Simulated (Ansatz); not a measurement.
Low-index surfaces of Ta, space group Im-3m (No. 229). Relaxed bulk:

```cif
data_structure
_symmetry_space_group_name_H-M 'Im-3m'
_symmetry_Int_Tables_number 229
_cell_length_a 3.3191
_cell_length_b 3.3191
_cell_length_c 3.3191
_cell_angle_alpha 90.000
_cell_angle_beta 90.000
_cell_angle_gamma 90.000
_cell_volume 36.56
loop_
_atom_site_label
_atom_site_type_symbol
_atom_site_symmetry_multiplicity
_atom_site_Wyckoff_symbol
_atom_site_fract_x
_atom_site_fract_y
_atom_site_fract_z
_atom_site_occupancy
Ta1 Ta 2 a 0.00000 0.00000 0.00000 1
```

Miller indices refer to the conventional cell, a = 3.319 Å, b = 3.319 Å, c = 3.319 Å, α = 90.00°, β = 90.00°, γ = 90.00°.

Theory: Ansatz 0.2.0, DFT PBE, scalar-relativistic, plane waves, PAW. Cutoff 420 eV, Γ-centred meshes, Gaussian smearing of 0.10 eV, no spin polarisation.

All atoms of each slab relax at the bulk's in-plane cell, with a dipole correction; γ is the mean of a slab's two faces. Bonds are neighbours within 10 % of the shortest distances in the bulk.

Task: Order these faces by relaxed surface energy, lowest first.
A. (110) (5 planes)
B. (100) (7 planes)
C. (211) (8 planes)

Result: A (2.38 J/m²), B (2.55 J/m²), C (2.67 J/m²).

Task: What are the details?

Result: 
```
 face  planes  thickness (Å)  area (Å²)  cut bonds per Å²  γ as cut (J/m²)  γ relaxed (J/m²)
(100)       7           10.0      11.02             0.363             2.74              2.55
(110)       5            9.4       7.79             0.257             2.43              2.38
(211)       8            9.5      13.49             0.296             2.88              2.67
```

Task: Which shape does a crystal take in vacuum at zero temperature, if only these faces and their equivalents are allowed (Wulff construction)?

Result: Shares of the surface area: (100) 18 %, (110) 71 %, (211) 11 %. Faces that weren't computed or are left out here could take a part.

Faces whose slabs rebuild by over 0.8 Å, distort in their middle or lose their symmetry through the k mesh, and polar cuts of insulators, are left out. Of the terminations computed for a plane the cheapest is shown.

The slabs are thin, so differences under about 0.05 J/m² or 0.1 eV aren't settled, and faces are 1×1 cells, without the reconstructions that some real ones have. Spin-orbit coupling is left out, which matters for the bands of heavy elements.

The cheapest face crosses the fewest bonds, but the count doesn't give the rest of the order.

The close-packed (110) face is the cheapest and supplies most of the equilibrium shape. Tantalum's nearly half-filled d band makes bonding strong, so lost coordination is costly on every face. Nearest neighbours alone would put (100) above (211), the reverse of the computed order. In a bcc lattice, however, the second neighbours are only slightly farther away and also contribute to bonding. Per unit area (100) cuts the fewest of these and (211) the most, which probably accounts for the reversal.

Relaxation lowers the energy of the two more open faces much more than that of (110), as expected where surface atoms have lost more of their surroundings and can strengthen their remaining bonds. It leaves the order unchanged, so the ranking is already set by the cut. Although (211) is the costliest face, it survives in the Wulff shape because it bevels the edges between neighbouring (110)-type facets. The result doesn't carry over to crystals exposed to oxygen, which binds strongly to tantalum and can shift the balance between faces.
